\paragraph{Conventions.}
Fields vary as $e^{-i\omega t}=e^{st}$ with $s=-i\omega$, and $\mathcal{L}[f]=\int_0^\infty f(t)\,e^{-st}\,dt$. Permittivities are relative. All fast polarisation is put into a real background constant $\varepsilon_\infty$, so that $\mathbf D=\varepsilon_0\varepsilon_\infty\mathbf E+\mathbf P$, where $\mathbf P$ is the slow polarisation and $\mathbf P=\varepsilon_0(\varepsilon-\varepsilon_\infty)\mathbf E$. The moment $\mathbf M$ is the integral of $\mathbf P$ over a sphere of volume $V$, and $\Phi(t)=\langle\mathbf M(0)\cdot\mathbf M(t)\rangle/\langle M^2\rangle$. This is a collective function, not the autocorrelation of one molecule. Write $\Delta=\varepsilon_s-\varepsilon_\infty$ and $r=\varepsilon_\infty/\varepsilon_s$.

\paragraph{Note 1: which field drives the sphere.}
Let a uniform auxiliary field $\mathbf F(t)$ act only on the slow dipoles inside the sphere, with energy $-\mathbf M\cdot\mathbf F$. Classical linear response of an isotropic system gives
\begin{equation}
\frac{P}{\varepsilon_0F}\equiv\chi(s)=\frac{\langle M^2\rangle}{3\varepsilon_0Vk_BT}\,\mathcal L[-\dot\Phi].
\label{kubo}
\end{equation}
Macroscopically the dipoles respond to $\mathbf F$ plus the Maxwell field $\mathbf E$ that $\mathbf P$ creates: $P=\varepsilon_0(\varepsilon-\varepsilon_\infty)(F+E)$. Let the surroundings have permittivity $\varepsilon_e$. With potentials $-E\rho\cos\theta$ inside and $B\cos\theta/\rho^2$ outside a sphere of radius $a$, continuity of the potential gives $B=-Ea^3$, and continuity of the normal component of $\mathbf D$ gives $\varepsilon_0\varepsilon_\infty E+P=2\varepsilon_0\varepsilon_eB/a^3$. Hence $E=-P/[\varepsilon_0(\varepsilon_\infty+2\varepsilon_e)]$, and eliminating $E$,
\begin{equation}
\chi(s)=\frac{(\varepsilon-\varepsilon_\infty)(2\varepsilon_e+\varepsilon_\infty)}{\varepsilon+2\varepsilon_e}.
\label{chi}
\end{equation}
Since $\mathcal L[-\dot\Phi]=1$ at $s=0$, one has $\mathcal L[-\dot\Phi]=\chi(s)/\chi(0)$.

\paragraph{Note 2: one formula, four boundaries.}
If the surroundings are the same material, they polarise with the same delay, $\varepsilon_e=\varepsilon(s)$, and (\ref{chi}) yields the relation of Fatuzzo and Mason (1967),
\begin{equation}
\frac{\varepsilon_s\,(\varepsilon-\varepsilon_\infty)(2\varepsilon+\varepsilon_\infty)}{\varepsilon\,(\varepsilon_s-\varepsilon_\infty)(2\varepsilon_s+\varepsilon_\infty)}=\mathcal L[-\dot\Phi].
\label{fm}
\end{equation}
Its static normalisation, $\chi(0)=\Delta(2\varepsilon_s+\varepsilon_\infty)/(3\varepsilon_s)$ in (\ref{kubo}), is the Kirkwood--Fr\"ohlich equation. For a sphere in vacuum, $\varepsilon_e=1$,
\begin{equation}
\chi=\frac{(\varepsilon_\infty+2)^2}{3}\left[\frac{\varepsilon-1}{\varepsilon+2}-\frac{\varepsilon_\infty-1}{\varepsilon_\infty+2}\right],
\label{vac}
\end{equation}
so the quantity to normalise is $(\varepsilon-1)/(\varepsilon+2)$ with its instantaneous part removed; the subtraction is absent only for $\varepsilon_\infty=1$. The route of Glarum (1960) and Cole (1965) starts from this vacuum sphere and ends at a formula that coincides with (\ref{chi}) for a frequency-independent $\varepsilon_e=\varepsilon_s$, a medium that supplies the full static reaction field without delay. A conducting boundary, $\varepsilon_e\to\infty$, gives $\chi=\varepsilon-\varepsilon_\infty$. Each case has its own $\Phi$ and its own $\langle M^2\rangle$.

\paragraph{Note 3: where two times come from.}
For $\varepsilon_e=\varepsilon$, equation (\ref{chi}) splits exactly:
\begin{equation}
\chi=\tfrac23\,(\varepsilon-\varepsilon_\infty)+\tfrac13\,\varepsilon_\infty^2\left(\frac1{\varepsilon_\infty}-\frac1{\varepsilon}\right).
\label{split}
\end{equation}
The meaning follows from resolving $\mathbf F(\mathbf r)$ into plane waves in the infinite medium. A transverse wave carries no bound charge, $E=0$ in the quasi-static limit, and its response is $\varepsilon-\varepsilon_\infty$. A longitudinal wave has $D=0$, so $E=-P/(\varepsilon_0\varepsilon_\infty)$, and its response is $\varepsilon_\infty(\varepsilon-\varepsilon_\infty)/\varepsilon$, the second term without its prefactor. The average of $\cos^2\theta$ over wave-vector directions is $1/3$, which fixes the prefactors. For a Debye medium, $\varepsilon=\varepsilon_\infty+\Delta/(1+s\tau_D)$,
\begin{equation}
\frac1{\varepsilon_\infty}-\frac1\varepsilon=\frac{\Delta}{\varepsilon_s\varepsilon_\infty}\,\frac{1}{1+s\tau_L},\qquad \tau_L=r\,\tau_D .
\end{equation}
The two terms of (\ref{split}) have static amplitudes $2\Delta/3$ and $r\Delta/3$, in the ratio $2\varepsilon_s:\varepsilon_\infty$, and
\begin{equation}
\Phi(t)=\frac{2\varepsilon_s\,e^{-t/\tau_D}+\varepsilon_\infty\,e^{-t/\tau_L}}{2\varepsilon_s+\varepsilon_\infty}.
\label{phi}
\end{equation}
For any constant $\varepsilon_e$, by contrast, (\ref{chi}) has a single pole and $\Phi$ is one exponential with time $\tau_D(2\varepsilon_e+\varepsilon_\infty)/(2\varepsilon_e+\varepsilon_s)$. This gives $\tau_D$ for the conductor and
\begin{equation}
\tau_G=\frac{2+r}{3}\,\tau_D\quad(\varepsilon_e=\varepsilon_s),\qquad
\tau_{\rm vac}=\frac{\varepsilon_\infty+2}{\varepsilon_s+2}\,\tau_D\quad(\varepsilon_e=1).
\end{equation}

\paragraph{Note 4: two measures of one decay.}
From (\ref{phi}), with longitudinal weight $w_L=r/(2+r)$,
\begin{equation}
\bar\tau=\int_0^\infty\Phi\,dt=\frac{2+r^2}{2+r}\,\tau_D,\qquad
-\dot\Phi(0^+)=\frac{3}{(2+r)\,\tau_D}=\frac1{\tau_G}.
\label{times}
\end{equation}
The initial rate equals the Glarum--Cole rate, and (\ref{chi}) shows why. As $s\to\infty$, $\varepsilon\to\varepsilon_\infty$ in the denominator and $\chi\to\Delta/(s\tau_D)$ whatever $\varepsilon_e$ is, so the initial rate is $\Delta/[\tau_D\chi(0)]$, and the two cases share $\chi(0)$. The longitudinal mode supplies $w_L/\tau_L=1/[(2+r)\tau_D]$, one third of that rate for every $r$, however small its weight. The first relation in (\ref{times}) needs no Debye form: the derivative of (\ref{split}) with respect to $\varepsilon$ at $\varepsilon_s$ is $(2+r^2)/3$ and $\chi(0)=\Delta(2+r)/3$, so the relation holds with $\tau_D$ replaced by the mean dielectric time $-\Delta^{-1}d\varepsilon/ds$ at $s=0$, provided this is finite. The finite slope at $0^+$ belongs to the Debye model; the true $\Phi$ is even in $t$ and starts flat during the inertial motion that was absorbed in $\varepsilon_\infty$.

\paragraph{Note 5: dimethyl sulfoxide.}
Take $\varepsilon_s=47$ and, as approximate inputs near 298 K, $\varepsilon_\infty\approx5$ for the plateau above the main relaxation and $\tau_D\approx20$ ps. Then $\Delta=42$, $\tau_L=2.1$ ps, $\bar\tau=19$ ps, $\tau_G=14$ ps and $\tau_{\rm vac}=2.9$ ps. The static fluctuation $\chi(0)$ is $42$ for the conducting boundary, $29$ for the own medium and $6.0$ in vacuum: surface charge suppresses the fluctuation and speeds up its initial decay in the same proportion. At $t=\tau_D$, (\ref{phi}) gives $\Phi=0.35$, against $0.37$ for $e^{-t/\tau_D}$ and $0.24$ for $e^{-t/\tau_G}$. To recover $\tau_D$, multiply the integral time by $(2+r)/(2+r^2)=1.05$ or the inverse initial rate by $3/(2+r)=1.42$; applying the second factor to the integral time overestimates $\tau_D$ by a factor $1.36$. The quasi-static treatment needs a radius well above the molecular correlation length and well below $c/(\omega|\varepsilon|^{1/2})$. At $\omega=1/\tau_D$, $\varepsilon=26+21i$ and this length is $1.0$ mm.

\paragraph{Note 6: comparison.}
The inputs are typical round values, for the liquids near 298 K and for polycrystalline ice near 263 K, each treated as one Debye step. The last row is a model of a dilute polar solute in a non-polar solvent. Row (b) places the whole step above the squared optical refractive index, about $2.2$, into one Debye term, to show the sensitivity to $\varepsilon_\infty$. Times are in units of $\tau_D$.

\begin{center}
\begin{tabular}{lccccccc}
\hline
 & $\varepsilon_s$ & $\varepsilon_\infty$ & $r=\tau_L$ & $w_L$ & $\bar\tau$ & $\tau_G$ & $\tau_{\rm vac}$\\
\hline
ice & 95 & 3.2 & 0.034 & 0.017 & 0.98 & 0.68 & 0.054\\
water & 78 & 5.2 & 0.067 & 0.032 & 0.97 & 0.69 & 0.090\\
DMSO (a) & 47 & 5 & 0.11 & 0.051 & 0.95 & 0.70 & 0.14\\
DMSO (b) & 47 & 2.2 & 0.047 & 0.023 & 0.98 & 0.68 & 0.086\\
acetone & 21 & 2 & 0.095 & 0.045 & 0.96 & 0.70 & 0.17\\
ethyl acetate & 6.0 & 2.5 & 0.42 & 0.17 & 0.90 & 0.81 & 0.56\\
dilute solution & 2.5 & 2.2 & 0.88 & 0.31 & 0.96 & 0.96 & 0.93\\
\hline
\end{tabular}
\end{center}

\paragraph{Note 7: reading the trend.}
Equation (\ref{fm}) is unchanged when all permittivities are scaled by one factor, so $\tau_L$, $w_L$, $\bar\tau$ and $\tau_G$ depend on $r$ alone. Acetone and DMSO (a) differ in $\varepsilon_s$ by more than a factor of two and have nearly the same entries in those columns. The vacuum sphere brings in the absolute value $\varepsilon_e=1$; acetone has the smaller $r$ of the two but the larger $\tau_{\rm vac}/\tau_D$.

The integral time is not monotonic in $r$. Its deficit is $1-\bar\tau/\tau_D=w_L(1-r)$, the product of the longitudinal weight and the fractional shortening of the longitudinal time. For strongly polar media the weight vanishes as $r/2$, because the restoring field of the bound charge suppresses longitudinal fluctuations by the factor $r$. For weakly polar media the weight tends to $1/3$, but $\tau_L$ merges with $\tau_D$. The minimum solves $r^2+4r-2=0$, so $r=\sqrt6-2=0.45$ and $\bar\tau/\tau_D=2\sqrt6-4=0.90$; ethyl acetate lies close to it. The time $\tau_G$ falls steadily towards $2\tau_D/3$ as $r\to0$, where $\bar\tau\to\tau_D$. The choice between delayed and instantaneous surroundings therefore matters most for ice, water and DMSO, and hardly at all for the dilute solution, where the two columns agree to the digits shown. Nothing in the derivation refers to rotational diffusion, which is why ice, where reorientation proceeds by lattice defects, can stand in the same table.

\paragraph{Note 8: a neglected term of the same size.}
The choice of $\varepsilon_\infty$ defines $\mathbf M$, and so $\Phi$. Suppose $\mathbf M$ for DMSO includes all nuclear motion, so that the background is $2.2$, while the spectrum has the slow step of $42$ and a further step of $2.8$, from $5$ to $2.2$, with a time much shorter than $2.1$ ps. The static weights in (\ref{split}) are those of row (b): $0.023$ longitudinal in total, the rest transverse. The fast step holds the share $2.8/44.8$ of the transverse part, a weight of $0.061$ in $\Phi$. The longitudinal mode at $2.1$ ps holds the share $(1/5-1/47)/(1/2.2-1/47)=0.41$ of the longitudinal part, a weight of only $0.009$, against $0.051$ in row (a). A fast component of a few per cent in $\Phi$ for DMSO is thus no evidence of the longitudinal mode unless $\varepsilon(\omega)$ is known through the fast step and inserted in (\ref{fm}) in full. The integral time is robust by comparison: its ratio to the mean dielectric time moves only from $0.95$ to $0.98$ between the two definitions.